## The question

Why does hexagonal close-packed platinum not settle into the shape in which each atom's twelve neighbours are equally far away? Balls in a box would choose that shape, with an axis 1.633 times as long as the in-plane edge. The density-functional calculation here, at one fixed volume, prefers a ratio c/a near 1.73.

The orders of magnitude are worth remembering. Changing c/a by 4 or 5 % costs 8 to 16 meV per atom, changing it by 20 % costs 117 meV when the axis is shortened and 237 meV when it is lengthened, and lengthening it by 30 % costs half an electronvolt.

Hexagonal close-packed Pt, c/a varied at a fixed 15.81 Å³ per atom from a cell not relaxed at this level (a = 2.761, c = 4.792 Å). Ansatz 0.2.0, PBEsol, plane-wave PAW, scalar-relativistic, no spin polarisation, cutoff 420 eV, k mesh 24×24×12, Gaussian smearing of 0.15 eV. Energies are differences in free energy; pressure is positive in compression.

```tsv
axial ratio (over its starting value)	energy change (meV/atom)	pressure (GPa)
0.8	116.7	-4.77
0.85	77.4	-8.02
0.92	29.2	-10.68
0.96	7.8	-11.20
1	0.0	-10.79
1.05	15.9	-8.83
1.1	61.4	-5.32
1.2	237.3	5.93
1.3	516.6	21.80
```

The axial ratio is c/a divided by its starting value. Energies are counted from the starting cell, not from the face-centred cubic ground state of platinum. Equal distances correspond to an axial ratio of 0.94, between the rows 0.92 and 0.96.

## The tempting answer: close packing decides

Suppose that the energy depends only on the twelve nearest distances and treats all twelve alike. Six of these neighbours lie in the atom's own layer and six in the layers above and below. Start from equal distances and raise c/a by a small fraction δ at fixed volume. The in-plane contacts then shorten by δ/3 and the interlayer contacts lengthen by δ/3.

To first order the two changes cancel. The energy must therefore be level at equal distances, whatever the law of force between neighbours. The crystal would also press equally hard along the axis and across it.

Compare the rows 0.96 and 1. In row 0.96 the two kinds of contact differ by only 0.04 Å, in row 1 by 0.12 Å. Packing favours row 0.96, yet it lies 7.8 meV per atom higher. Extrapolating the electronic smearing to zero width widens this gap.

The stresses of the same runs are more direct. Counted positive in compression and interpolated to equal distances, the axial stress exceeds the in-plane stress by about 7 GPa, where packing requires no difference. Both stresses are negative there: the stretched crystal pulls inwards, but less strongly along its axis than across it. At fixed volume this imbalance acts as a push towards a longer axis, and following it to the minimum gains about 16 meV per atom.

Symmetry does not protect the packing answer either. A cubic crystal stretched along one edge at fixed volume must have an energy extremum at the cubic shape, because symmetry is higher there. This hexagonal crystal keeps the same space group at every c/a, so equal distances are a geometrical coincidence that the energy may ignore.

## A second answer: the cell is too large

The starting cell was not relaxed, and its pressure of −10.8 GPa shows that it is stretched. Could the wrong volume have displaced the minimum?

Pressure and the push towards a longer axis are both slopes of one energy, the first with respect to volume and the second with respect to shape. If elongation raises the pressure, compression must therefore weaken the push. This link gives an estimate without a new calculation:

1. With a bulk modulus of roughly 250 GPa, a recalled value, zero pressure needs a volume smaller by 10.8/250 ≈ 0.043.
2. From row 0.96 to row 1.05 the pressure rises by 11.20 − 8.83 = 2.37 GPa.
3. Over the same interval the axial stress less the in-plane stress falls from 5.7 to −9.8 GPa. Two thirds of this change, about 10.4 GPa, measures how strongly the crystal resists a change of shape.
4. The minimum moves by about 2.37 × 0.043 / 10.4 ≈ 0.01, or 1 %, towards a shorter axis.

The direction is right, but the minimum lies about 6 % in c/a from equal distances. The stretched volume thus accounts for roughly a sixth of the offset. This is a first-order estimate; relaxing both volume and shape would test it.

## What remains: a push from beyond the nearest distances

Something other than twelve equivalent contacts must favour the longer axis. Theory offers two candidates. Bonds made by 5d electrons depend on the angles between neighbours as well as on their distances, and more distant neighbours are arranged differently along the axis and across it.

The present results do not separate the two. That would need the energy resolved by electronic states or by neighbour shells. Spin–orbit coupling, which matters for platinum's 5d electrons, is also absent, so the size of the push may change when it is included.

## What packing still explains

Contact repulsion helps to explain why elongation is dearer than flattening. Row 1.2 costs about twice as much as row 0.8. The starting cell is already longer than equal packing, so its in-plane contacts are already the short ones. Further elongation shortens them from the outset, to 2.60 Å in row 1.2, where the in-plane stress reaches 20 GPa.

Flattening first lengthens those contacts and passes through equal distances. Only then do the interlayer contacts become the short ones, and in row 0.8 they are still 2.69 Å long. The same reasoning suggests what to look for in another hexagonal metal: if its preferred axis is longer than equal packing, elongation should meet strong repulsion sooner than flattening.

The pressure gives a further hint. Its lowest point lies only about 2 % in c/a from equal distances, much closer than the energy minimum. That would follow if short-range repulsion dominates the response to volume while the additional push shifts the preferred shape. The agreement supports this picture but does not prove it.

## How far a simple formula goes

Two formulas were fitted to all nine rows, as the output below shows. The first contains an exponential repulsion between nearest neighbours and a constant. It misses by 25 meV per atom (root mean square) and wrongly places row 0.96 below row 1.

The second adds a constant push towards a longer axis. The typical miss falls to 5 meV, or 9 meV when each row is predicted from the others, and row 1 becomes the lowest. Row 0.92 is still too low by 10 meV, a third of its computed energy, so the formula describes moderate flattening poorly.

The second fit also drove the steepness of the repulsion to the edge of the range searched. Its constants therefore do not measure real forces. The case against packing alone rests on the unequal stresses at equal distances, which need no fitted formula.

Output of the analysis:

```
fit of energy_change on 9 rows: constant -48.23 +/- 15, coefficient of exp(-s*(d1/dref-1)) + exp(-s*(d2/dref-1)) 31.31 +/- 2.1, s 28.3; rms 25.3, worst 0.8 -40.4, leave-one-out rms 30.5
fit of energy_change on 9 rows: constant -15444 +/- 299, coefficient of exp(-s*(d1/dref-1)) + exp(-s*(d2/dref-1)) 7727 +/- 149, coefficient of lx -374 +/- 26, s 4; rms 5.19, worst 0.92 -9.71, leave-one-out rms 9.42
distances, stresses and models:
   row  in-plane distance (A)  interlayer distance (A)  axial less in-plane stress (GPa)  pair model (meV/atom)  pair model with push (meV/atom)
   0.8                  2.974                    2.686                             10.08                  76.32                            124.7
  0.85                  2.915                     2.73                             9.427                  38.93                            74.07
  0.92                  2.839                    2.797                             8.967                  15.63                            19.49
  0.96                  2.799                    2.837                             5.747                  15.42                            3.396
   1.0                  2.761                    2.878                            -0.333                   24.2                            1.312
  1.05                  2.716                     2.93                            -9.836                   48.4                            20.73
   1.1                  2.675                    2.984                            -20.09                  89.34                            66.26
   1.2                  2.598                    3.094                             -41.9                  237.5                              238
   1.3                   2.53                    3.206                            -64.37                  516.5                            514.4
axial ratio at equal neighbour distances (over start): 0.9409
energy at equal distances above the start, from the stresses (meV/atom): 16.42
axial less in-plane stress at equal distances, interpolated (GPa): 7.286
axial ratio of the energy minimum, from the stresses (over start): 0.9978
c/a of the energy minimum: 1.732
axial ratio of the pressure minimum, parabola through three rows (over start): 0.9624
energy at 1.2 over energy at 0.8: 2.033
largest shift of an energy on extrapolation to zero smearing (meV/atom): 3.145
rough volume change to reach zero pressure (percent): -4.316
rough shift of the minimum in c/a at zero pressure (percent): -0.8849
distance of the minimum from equal distances in c/a (percent): 5.875
```
